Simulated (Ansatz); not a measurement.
## A series in volume per atom on Si

Periodic Kohn-Sham DFT of a crystal at fixed atoms; Kohn-Sham levels at symmetry points; band -1 is the highest filled and +1 the lowest empty one at that point, spin up along a +z start moment. The results are calculated, by Ansatz 0.2.0.

Cell of the first row (space group Fd-3m, No. 227):
```
Si
1.0
      0.0000     2.6600     2.6600
      2.6600     0.0000     2.6600
      2.6600     2.6600     0.0000
Si
2
Direct
  0.50000 0.50000 0.50000
  0.75000 0.75000 0.75000
```

Settings of every row: method all-electron LAPW; functional LDA; relativity scalar; k mesh 12x12x12; filling fermi-dirac; smearing width 0.08 eV; basis error target 0.25 meV/atom; nucleus gaussian.

Atom start moment: 0 on all atoms.

Limits: semilocal functionals tend to give too small a gap.

Limits of some rows: small gap, it may come from the mesh (row 1).

| row | volume per atom (Å³) | band gap (eV) | smallest direct gap on path (eV) |
| --- | --- | --- | --- |
| 1 | 18.822 | 0.365 | 2.553 |
| 2 | 19.222 | 0.404 | 2.545 |
| 3 | 19.623 | 0.44 | 2.537 |
| 4 | 19.823 | 0.457 | 2.533 |
| 5 | 20.023 | ? | ? |
| 6 | 20.224 | 0.49 | 2.524 |
| 7 | 20.424 | 0.506 | 2.519 |
| 8 | 20.824 | 0.537 | 2.441 |
| 9 | 21.225 | 0.566 | 2.356 |

Question: what band gap should row 5 give?

Worked fit of band gap. Take t = volume per atom − 20, in Å³. The shown rows have t = -1.178, -0.778, -0.377, -0.177, 0.224, 0.424, 0.824, 1.225. Least squares give band gap = 0.472 + 0.08363 × t − 0.00574 × t² eV; a straight line predicts inner rows, each left out in turn, worse (root mean square 0.0025 against 0.00049 eV). The rows lie off it by -0.001, 0.001, 0.000, 0.000, 0.000, 0.000, 0.000, 0.000. The withheld row has t = 0.023, so the fit gives 0.472 + 0.08363 × (0.023) − 0.00574 × (0.023)² = 0.474 eV.

The calculation gave 0.474 eV. The fit meets it to the printed digit.

The other values of row 5: smallest direct gap on path 2.528 eV.
